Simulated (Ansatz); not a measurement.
Mg₂O₅: the change of energy above lowest point and pressure with volume per atom

Results calculated with Ansatz 0.2.0 development build, not measured. Equation of state of a cubic crystal from periodic Kohn-Sham density functional theory without spin; pressure corrected for the finite basis.

Cell of the first row (space group Pn-3m, No. 224):
```
cell vectors (Å)
   5.0731     0.0000     0.0000
   0.0000     5.0731     0.0000
   0.0000     0.0000     5.0731
atoms (fractions of the cell vectors)
Mg  0.00000  0.00000  0.00000
Mg  0.50000  0.50000  0.00000
Mg  0.50000  0.00000  0.50000
Mg  0.00000  0.50000  0.50000
O   0.50000  0.00000  0.00000
O   0.00000  0.50000  0.00000
O   0.00000  0.00000  0.50000
O   0.50000  0.50000  0.50000
O   0.75000  0.75000  0.25000
O   0.75000  0.25000  0.75000
O   0.25000  0.75000  0.75000
O   0.75000  0.25000  0.25000
O   0.25000  0.75000  0.25000
O   0.25000  0.25000  0.75000
```

Settings of every row: formula Mg2O5; structure type cubic X2O5; functional PBE; spin treatment none; k mesh 7x7x7; occupation method fermi-dirac; occupation width 0.061225619 eV; wave cutoff 700 eV; datasets hard PAW; density cutoff ratio 4.

Limits: a cubic model structure, not a phase known at ambient conditions; modest k-mesh, values are not fully converged in k; no spin polarisation, a magnetic state may lie lower.

```csv
row,volume per atom (Å³),energy above lowest point (meV/atom),pressure (GPa)
1,9.326,14.65,8.379
2,9.524,6.23,5.267
3,9.723,?,?
4,9.921,0,-0.047
5,10.12,1.48,-2.309
6,10.318,5.63,-4.344
7,10.516,12.16,-6.174
```

Question: what energy above lowest point and pressure should row 3 give?

Worked fit of energy above lowest point. Take u = (V_r/V)^(2/3) − 1 with V_r = 10.02 Å³ an atom, which is twice the finite (Eulerian) strain; such expansions in the strain, on which the Birch-Murnaghan equation of state is built, carry the rest volume and the bulk modulus. The shown rows have u = 0.04901, 0.03442, 0.00664, -0.0066, -0.01935, -0.0317. Least squares give energy above lowest point = 0.382 − 113.31 × u + 8186.5 × u² + 1318 × u³ meV/atom; a parabola predicts inner rows, each left out in turn, worse (root mean square 0.028 against 0.015 meV/atom). The rows lie off it by 0.00, 0.00, 0.01, -0.01, 0.00, 0.00. Its lowest point lies at u = 0.0069, or V = 9.917 Å³ an atom, and the curvature there gives the bulk modulus at fixed shape and fractions, B = (4/9)(1 + u)² E″(u)/V = 120 GPa. The withheld row has u = 0.02026, so the fit gives 0.382 − 113.31 × (0.02026) + 8186.5 × (0.02026)² + 1318 × (0.02026)³ = 1.46 meV/atom.

The calculation gave 1.47 meV/atom. The fit lies 0.01 meV/atom (0.068 % of the column's range) below it, one unit of the last digit.

Worked fit of pressure. Take u = (V_r/V)^(2/3) − 1 with V_r = 10.02 Å³ an atom, which is twice the finite (Eulerian) strain; such expansions in the strain, on which the Birch-Murnaghan equation of state is built, carry the rest volume and the bulk modulus. The shown rows have u = 0.04901, 0.03442, 0.00664, -0.0066, -0.01935, -0.0317. Least squares give pressure = −1.2025 + 171.113 × u + 468.81 × u² + 588.4 × u³ GPa; a parabola predicts inner rows, each left out in turn, worse (root mean square 0.012 against 0.0033 GPa). The rows lie off it by 0.000, 0.000, -0.002, 0.003, -0.002, 0.000. The pressure vanishes at u = 0.0069, or V = 9.917 Å³ an atom, and there the bulk modulus at fixed shape and fractions is B = −V dP/dV = (2/3)(1 + u) dP/du = 119 GPa. The withheld row has u = 0.02026, so the fit gives −1.2025 + 171.113 × (0.02026) + 468.81 × (0.02026)² + 588.4 × (0.02026)³ = 2.462 GPa.

The calculation gave 2.469 GPa. The fit lies 0.007 GPa (0.048 % of the column's range) below it; its largest miss of a shown row is 0.003 GPa.
